**Question**

I have seen the claim that Hückel's $4n+2$ rule follows in valence bond theory from just two determinants, the ones in which the spins alternate around the ring. For cyclobutadiene these two supposedly do not interact at all, although every neighbouring pair of $p$ orbitals overlaps. Why does the coupling cancel for four centres and not for six? Is there a model small enough to solve by hand, and does the cancellation survive once the other spin arrangements are allowed?

**Answer**

The overlap of the two determinants is the square of a small determinant with two terms, one for each Kekulé pairing. The terms add for $N=4n+2$ and cancel for $N=4n$. Four orbitals show this exactly, and for four orbitals the whole covalent problem also has a closed solution.

## Model and conventions

Take $N=2m\ge 4$ real, normalised orbitals $\chi_1,\dots,\chi_N$ on a ring, one electron in each. The overlap matrix is $S=1+sA$, where $A$ has 1 between neighbours, except that the closing bond $(N,1)$ carries $\sigma=\pm1$. Here $\sigma=+1$ is the planar (Hückel) ring and $\sigma=-1$ the Möbius ring with one phase inversion. Non-neighbours do not overlap, and $0<s<1/2$ keeps $S$ positive definite.

The Hamiltonian is an effective one-electron operator $H=\sum_i h(i)$ with matrix $h=\epsilon S+\beta A$. Thus $\beta=h_{12}-\epsilon s<0$ is the reduced resonance integral. Electron repulsion enters only through the restriction to singly occupied orbitals. Determinants are written in site order, a bar marking spin down:

$$a=|1\,\bar2\,3\,\bar4\cdots|,\qquad b=|\bar1\,2\,\bar3\,4\cdots| .$$

Overlaps of determinants are products of $N$ elements of $S$. The matrix element of $H$ is the derivative at $\lambda=0$ of the same expression with $S\to S+\lambda h$. The part $\epsilon S$ rescales all $N$ factors and the part $\beta A$ shifts $s$, so for any two determinants

$$H^{\rm red}_{IJ}\equiv\langle I|H|J\rangle-N\epsilon\,S_{IJ}=\beta\,\frac{dS_{IJ}}{ds}.$$

All energies below are relative to $N\epsilon$.

## Cyclobutadiene: two determinants

Within $a$, electrons of equal spin sit on non-neighbours (1 and 3, 2 and 4). Hence $S_{aa}=S_{bb}=1$ exactly and $H^{\rm red}_{aa}=H^{\rm red}_{bb}=0$.

For $S_{ab}$, collect the up-spin orbitals first in both determinants. The two reorderings differ by $m$ transpositions, which gives $(-1)^m$, here $+1$. The up-spin block connects $\{1,3\}$ with $\{2,4\}$, and the down-spin block is its transpose:

$$M=\begin{pmatrix}S_{12}&S_{14}\\S_{32}&S_{34}\end{pmatrix}=s\begin{pmatrix}1&\sigma\\1&1\end{pmatrix},\qquad \det M=s^2(1-\sigma).$$

Therefore

$$S_{ab}=(\det M)^2=s^4(1-\sigma)^2,\qquad H^{\rm red}_{ab}=4\beta s^3(1-\sigma)^2 .$$

For the planar ring both vanish. The reason is visible in $M$: the two up-spin electrons must pass from $\{1,3\}$ to $\{2,4\}$, either as $1\to2,\ 3\to4$ or as $1\to4,\ 3\to2$. The two routes differ by an exchange of two identical fermions and cancel. In orbital terms, $u_-=(\chi_1-\chi_3)/\sqrt2$ is orthogonal to both $\chi_2$ and $\chi_4$. The zero occurs once per spin, so it is a double zero, and a one-electron operator can repair only one of the two blocks.

For the Möbius ring $S_{ab}=4s^4$, $H^{\rm red}_{ab}=16\beta s^3$, and the $2\times2$ problem gives

$$E_{a\pm b}=\pm\frac{16\beta s^3}{1\pm4s^4}.$$

## The general ring

Label rows by the odd sites and columns by the even sites. Each row of $M$ has two entries, and only two terms of the determinant survive: every electron steps forward (the identity) or every electron steps back (an $m$-cycle, of parity $(-1)^{m-1}$, which crosses the closing bond). So $\det M=s^m[1-(-1)^m\sigma]$ and

$$S_{ab}=(-1)^m s^N\,[1-(-1)^m\sigma]^2 .$$

The prefactor $(-1)^m$ belongs to the site-order convention. For $\sigma=+1$ the magnitude is $4s^N$ when $m$ is odd ($N=4n+2$) and zero when $m$ is even ($N=4n$). For $\sigma=-1$ the cases trade places. Where the coupling exists, choose the phase $b'=(-1)^m b$, so that the overlap is $+4s^N$. The reduced element is then $4N\beta s^{N-1}$, and $a+b'$ lies at $4N\beta s^{N-1}/(1+4s^N)<0$. This combination has parity $(-1)^m$ under reversal of all spins, the parity of the singlets, so it is the one that contributes to a singlet state. The case $N=2$ is excluded because the forward and backward steps are then the same bond.

The link with orbital theory is direct. With the odd sites ordered first, $sA$ has $M$ and $M^T$ as its off-diagonal blocks, so $\det(sA)=(-1)^m(\det M)^2=S_{ab}$. The overlap is $s^N$ times the product of the Hückel eigenvalues $x_k$ of $A$. These are $2,0,0,-2$ for cyclobutadiene (product 0), $\pm\sqrt2$ twice each for the Möbius four-ring (product 4), and $\pm2,\pm1,\pm1$ for benzene (product $-4$). A vanishing $S_{ab}$ and a pair of nonbonding orbitals are one algebraic fact.

## Numbers

Overlaps come from the Slater $2p\pi$ formula $e^{-p}(1+p+\tfrac25p^2+\tfrac1{15}p^3)$, $p=\zeta R/a_0$, with the typical carbon exponent $\zeta=1.625$. An assumed square of side 1.44 Å gives $s=0.23$, and its diagonal of 2.04 Å gives $t=0.075$. Assumed rectangle sides of 1.35 and 1.57 Å give $s_1=0.27$ and $s_2=0.18$. These rounded values are used from here on.

I assume $\beta=-3.5$ eV at $s=0.23$ and $\beta\propto s$ for other distances. The value was chosen so that the two-site version of the model, whose singlet–triplet gap is $4|\beta|s/(1-s^4)$, gives 4.5 eV at $s=0.27$, the typical size of the vertical $\pi$ gap of ethylene.

| $N$ | $\lvert S_{ab}\rvert$, planar | $H^{\rm red}_{ab'}$, planar | $\lvert S_{ab}\rvert$, Möbius | $H^{\rm red}_{ab'}$, Möbius |
|---|---|---|---|---|
| 4 | 0 | 0 | 0.0112 | $-0.68$ eV |
| 6 | $5.9\times10^{-4}$ | $-0.054$ eV | 0 | 0 |
| 8 | 0 | 0 | $3.1\times10^{-5}$ | $-0.0038$ eV |

All rows use the same $s$ and $\beta$. The Möbius four-ring is a formal partner, not a molecule. Its two levels are $-0.67$ eV and $+0.69$ eV, while the planar ring has both at zero.

These couplings are not the largest in the problem. Swapping the spins on one bond takes $a$ to a third determinant with overlap $-s^2$ and reduced element $-2\beta s=1.6$ eV. The other determinants therefore have to be looked at.

## All six covalent determinants

With $S_z=0$ there are six determinants. Their overlap matrix is an operator on the spin functions, a sum over the permutations whose orbital overlaps are nonzero, each with its parity:

$$\mathcal S=1-s^2\sum_{\rm bonds}P_{ij}+s^4\,(P_{12}P_{34}+P_{23}P_{41})-\sigma s^4\,(T+T^{-1}),$$

where $P_{ij}$ exchanges the spins on sites $i,j$ and $T$ shifts all spins by one site. All four $s^4$ operators turn $a$ into $b$, so $S_{ab}=(2-2\sigma)s^4$, equal to $s^4(1-\sigma)^2$ for $\sigma=\pm1$. Half of the Möbius value comes from two simultaneous bond exchanges, which do not depend on the sign on the closing bond. The other half is the cyclic term, the only one that contains $\sigma$.

Couple $\mathbf S_A=\mathbf S_1+\mathbf S_3$ and $\mathbf S_B=\mathbf S_2+\mathbf S_4$ to total spin $S$. From $P_{ij}=\tfrac12+2\mathbf S_i\cdot\mathbf S_j$,

$$\sum_{\rm bonds}P_{ij}=2+S(S+1)-S_A(S_A+1)-S_B(S_B+1).$$

The two double exchanges equal $TP_{13}$ and $T^{-1}P_{13}$ in some order, so their sum is $(T+T^{-1})P_{13}$, with $P_{13}=+1$ for $S_A=1$ and $-1$ for $S_A=0$. Also $T^2=P_{13}P_{24}$. The states $(S_A,S_B,S)$ then diagonalise $\mathcal S$ for every $s$. With eigenvalue $\mathcal N(s)$ the energy is $E=\beta\,d\ln\mathcal N/ds$.

| $(S_A,S_B,S)$ | $T+T^{-1}$ | $\mathcal N$ | $E$, planar (eV) | $E$, Möbius (eV) |
|---|---|---|---|---|
| $(1,1,0)$ | $2$ | $1+2s^2+(2-2\sigma)s^4$ | $-2.91$ | $-3.49$ |
| $(1,1,1)$ | $-2$ | $1-(2-2\sigma)s^4$ | 0 | 0.69 |
| $(0,0,0)$ | $-2$ | $1-2s^2+(2+2\sigma)s^4$ | 2.80 | 3.60 |
| $(1,0,1)$, $(0,1,1)$ | $0$ | $1-2s^2$ | 3.60 | 3.60 |
| $(1,1,2)$ | $2$ | $1-4s^2+(2-2\sigma)s^4$ | 8.17 | 7.20 |

The quintet norm equals $\det S$, as it must. Three things follow.

1. The triplet $(1,1,1)$ is exactly $(a-b)/\sqrt2$, so the two-determinant root $E_{a-b}$ is an exact level of the covalent model.
2. The combination $(a+b)/\sqrt2$ is not a spin eigenfunction. It is $\sqrt{2/3}$ ground singlet plus $\sqrt{1/3}$ quintet. The degeneracy of $a\pm b$ in the planar ring is therefore no singlet–triplet degeneracy.
3. The ground singlet has
$$E_S=\beta\,\frac{4s+8(1-\sigma)s^3}{1+2s^2+2(1-\sigma)s^4}.$$
Most of it is ordinary bond exchange. The Möbius singlet lies below the planar one by $16|\beta|s^3$ in leading order, exactly the two-determinant element. At $s=0.23$ the full difference is 0.58 eV, against 0.68 eV for the leading term.

Putting $\sigma=0$ in this formula drops the cyclic term and gives $-3.20$ eV. (A phase $e^{i\phi}$ on the closing bond, as from a magnetic flux, replaces $\sigma$ by $\cos\phi$ in this state, so the reference is $\phi=\pi/2$.) Against it the planar ring is raised by 0.29 eV and the Möbius ring lowered by 0.29 eV. The vanishing element thus signals a destabilisation: cyclic exchange cancels a coupling that the two bond exchanges would supply. That is the valence bond content of the word antiaromatic.

## What disturbs the zero

**Rectangular distortion.** With alternating overlaps, $\det M=s_1^2-\sigma s_2^2$. The planar ring gets $S_{ab}=(s_1^2-s_2^2)^2=0.0016$. With $\beta\propto s$ the reduced element is $4(\beta/s)S_{ab}=-0.10$ eV. The cyclic part $-2s_1^2s_2^2$ keeps its unfavourable sign, but the cancellation is complete only for equal bonds.

**Cross-ring overlap.** In the planar square, $t=S_{13}=S_{24}$ does not appear in $M$, so $S_{ab}$ and its one-electron element stay zero, and only the norm changes, to $(1-t^2)^2=0.989$. The level spacings are more sensitive. Summing all 24 permutations gives $\mathcal N_S=(1-t)^2[(1+t)^2+2s^2]$ for the ground singlet and $\mathcal N_T=(1-t^2)^2$ for the triplet $a-b$. With the cross-ring resonance integral $\beta t/s$, the energy is $(\beta/s)(s\,\partial_s+t\,\partial_t)\ln\mathcal N$, and
$$E_T-E_S=\frac{4|\beta|s}{(1+t)\,[(1+t)^2+2s^2]}=2.37\ \text{eV},$$
compared with 2.91 eV at $t=0$. The shift of 0.54 eV is as large as the planar–Möbius difference. The entries of the six-state table are exact for the model, but as statements about a real square their first decimal is already uncertain.

**Electron repulsion.** A two-electron operator can repair both blocks. The cofactor matrix of $M$ in the planar square is $2s\,u_-v_-^T$ with $v_-=(\chi_2-\chi_4)/\sqrt2$. The opposite-spin repulsion then gives $\langle a|\sum_{i<j} r_{ij}^{-1}|b\rangle=4s^2K=0.21K$, where $K>0$ is the exchange integral of the two nonbonding orbitals $u_-$ and $v_-$. Being positive, it favours $a-b$, which is Hund's rule. Since the two orbitals share no atom, $K$ is small. An assumed $K=0.1$ eV gives 0.021 eV, far below the 0.68 eV of the allowed four-centre case, but not zero.

## How far to trust it

The alternation with $N$ and its reversal by $\sigma$ are exact results for neighbour overlap and a one-electron operator, and they coincide with the Hückel criterion through $S_{ab}=\det(sA)$. The energies are the model's. Its singlet–triplet gap for the square, 2.37 to 2.91 eV, exceeds the few tenths of an eV typical of correlated calculations on square cyclobutadiene by a factor of roughly five to ten. The expected cause is the purely covalent basis of fixed atomic orbitals: ionic structures open further cyclic paths, which should strengthen the $\sigma$-dependent part. For the same reason the fall of $4N\beta s^{N-1}$ from 0.68 eV to 0.054 eV and 0.0038 eV in magnitude describes this matrix element, and is no estimate of aromatic stabilisation energies. The two determinants give the sign of the cyclic term for each ring size, and that sign is the $4n+2$ rule.